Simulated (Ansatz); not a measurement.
# A series in volume per atom on SO

All results are calculated (Ansatz 0.2.0 development build). Equation of state of a cubic crystal from periodic Kohn-Sham density functional theory without spin; pressure corrected for the finite basis.

Cell of the first row (space group Fm-3m, No. 225):
```
SO
1.0
      0.0000     2.2638     2.2638
      2.2638     0.0000     2.2638
      2.2638     2.2638     0.0000
S O
1 1
Direct
  0.00000 0.00000 0.00000
  0.50000 0.50000 0.50000
```

Settings of every row: formula SO; structure type rock salt; functional PBE; spin treatment none; k mesh 41x41x41; occupation method fermi-dirac; occupation width 0.061225619 eV; wave cutoff 420 eV; datasets soft-1 PAW; density cutoff ratio 4.

Limits: a cubic model structure, not a phase known at ambient conditions.

```csv
row,volume per atom (Å³),energy above lowest point (meV/atom),pressure (GPa)
1,11.602,20.09,9.163
2,11.849,8.62,5.776
3,12.096,?,?
4,12.342,0,0.031
5,12.589,1.86,-2.399
6,12.836,7.26,-4.573
7,13.083,15.83,-6.516
```

Question: what energy above lowest point and pressure should row 3 give?

Worked fit of energy above lowest point. Take u = (V_r/V)^(2/3) − 1 with V_r = 12.466 Å³ an atom, which is twice the finite (Eulerian) strain; such expansions in the strain, on which the Birch-Murnaghan equation of state is built, carry the rest volume and the bulk modulus. The shown rows have u = 0.04905, 0.03442, 0.00669, -0.00652, -0.01931, -0.03169. Least squares give energy above lowest point = 0.467 − 142.25 × u + 10906.8 × u² + 3056 × u³ meV/atom; a parabola predicts inner rows, each left out in turn, worse (root mean square 0.062 against 0.0078 meV/atom). All shown rows lie on it to the printed digit. Its lowest point lies at u = 0.0065, or V = 12.35 Å³ an atom, and the curvature there gives the bulk modulus at fixed shape and fractions, B = (4/9)(1 + u)² E″(u)/V = 128 GPa. The withheld row has u = 0.02029, so the fit gives 0.467 − 142.25 × (0.02029) + 10906.8 × (0.02029)² + 3056 × (0.02029)³ = 2.10 meV/atom.

The calculation gave 2.1 meV/atom. The fit meets it to the printed digit.

Worked fit of pressure. Take u = (V_r/V)^(2/3) − 1 with V_r = 12.466 Å³ an atom, which is twice the finite (Eulerian) strain; such expansions in the strain, on which the Birch-Murnaghan equation of state is built, carry the rest volume and the bulk modulus. The shown rows have u = 0.04905, 0.03442, 0.00669, -0.00652, -0.01931, -0.03169. Least squares give pressure = −1.2228 + 184.011 × u + 547.92 × u² + 359.5 × u³ GPa; a parabola predicts inner rows, each left out in turn, worse (root mean square 0.0075 against 0.0036 GPa). The rows lie off it by -0.001, 0.001, -0.002, 0.000, 0.001, -0.001. The pressure vanishes at u = 0.0065, or V = 12.35 Å³ an atom, and there the bulk modulus at fixed shape and fractions is B = −V dP/dV = (2/3)(1 + u) dP/du = 128 GPa. The withheld row has u = 0.02029, so the fit gives −1.2228 + 184.011 × (0.02029) + 547.92 × (0.02029)² + 359.5 × (0.02029)³ = 2.739 GPa.

The calculation gave 2.745 GPa. The fit lies 0.006 GPa (0.038 % of the column's range) below it; its largest miss of a shown row is 0.002 GPa.
